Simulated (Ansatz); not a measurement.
Mn: pressure and largest site moment against volume scale

Results calculated with Ansatz 0.2.0, not measured. Plane-wave DFT, scalar-relativistic PAW made under PBE with cores redone for the functional, no dispersion; the given relaxed cell is scaled uniformly, energy at zero smearing counts from the unscaled cell, pressure at the given Fermi-Dirac smearing is positive in compression.

The cell before it is scaled or strained (space group Pm-3m, No. 221):
```
Mn
1.0
      0.0000     2.3162     2.3162
      2.3162     0.0000     2.3162
      2.3162     2.3162     0.0000
Mn
2
Direct
  0.00000 0.00000 0.00000
  0.50000 0.50000 0.50000
```

Settings of every row: spin polarised yes; functional PBEsol; wave cutoff 420 eV; smearing width 0.05 eV; k mesh 13x13x13.

Atom:
```
element  starting moment (Bohr magneton)
     Mn                             1.92
     Mn                            -1.92
```

Limits: search for a lower magnetic state is off; some atoms lie unusually close (a squeezed, shaken or made-up cell).

```
row  volume scale  V (Å³/atom)  pressure (GPa)  largest site moment (Bohr magneton)  energy change per atom (meV)
  1          0.88       10.935           22.38                                 1.36                         92.04
  2          0.92       11.432           13.09                                 1.56                         37.93
  3          0.96       11.929            5.88                                 1.75                          9.19
  4          1.04       12.923               ?                                    ?                             ?
  5          1.08        13.42           -7.69                                 2.23                         24.67
  6          1.12       13.917          -10.29                                 2.38                         52.64
```

Question: what pressure and largest site moment should row 4 give?

Worked fit of pressure. Take u = (V_r/V)^(2/3) − 1 with V_r = 11.929 Å³ an atom, which is twice the finite (Eulerian) strain; such expansions in the strain, on which the Birch-Murnaghan equation of state is built, carry the rest volume and the bulk modulus. The shown rows have u = 0.05972, 0.02878, 0, -0.07551, -0.09766. Least squares give pressure = 5.863 + 233.71 × u + 705.2 × u² GPa; a straight line predicts inner rows, each left out in turn, worse (root mean square 1.9 against 0.11 GPa). The rows lie off it by 0.04, -0.08, 0.02, 0.07, -0.05 (root mean square 0.056 GPa). The pressure vanishes at u = -0.0273, or V = 12.44 Å³ an atom, and there the bulk modulus at fixed shape and fractions is B = −V dP/dV = (2/3)(1 + u) dP/du = 127 GPa. The withheld row has u = -0.05196, so the fit gives 5.863 + 233.71 × (-0.05196) + 705.2 × (-0.05196)² = -4.38 GPa.

The calculation gave -4.25 GPa. The fit lies 0.13 GPa (3.1 % of the value, 0.4 % of the column's range) below it; its largest miss of a shown row is 0.08 GPa.

Worked fit of largest site moment. Take t = volume scale − 0.99. The shown rows have t = -0.11, -0.07, -0.03, 0.09, 0.13. Least squares give largest site moment = 1.879 + 4.3 × t − 3.63 × t² Bohr magneton; a straight line predicts inner rows, each left out in turn, worse (root mean square 0.022 against 0.0083 Bohr magneton). The rows lie off it by 0.00, 0.00, 0.00, -0.01, 0.00. The withheld row has t = 0.05, so the fit gives 1.879 + 4.3 × (0.05) − 3.63 × (0.05)² = 2.08 Bohr magneton.

The calculation gave 2.08 Bohr magneton. The fit meets it to the printed digit.

The other values of row 4: energy change per atom 6.24 meV.
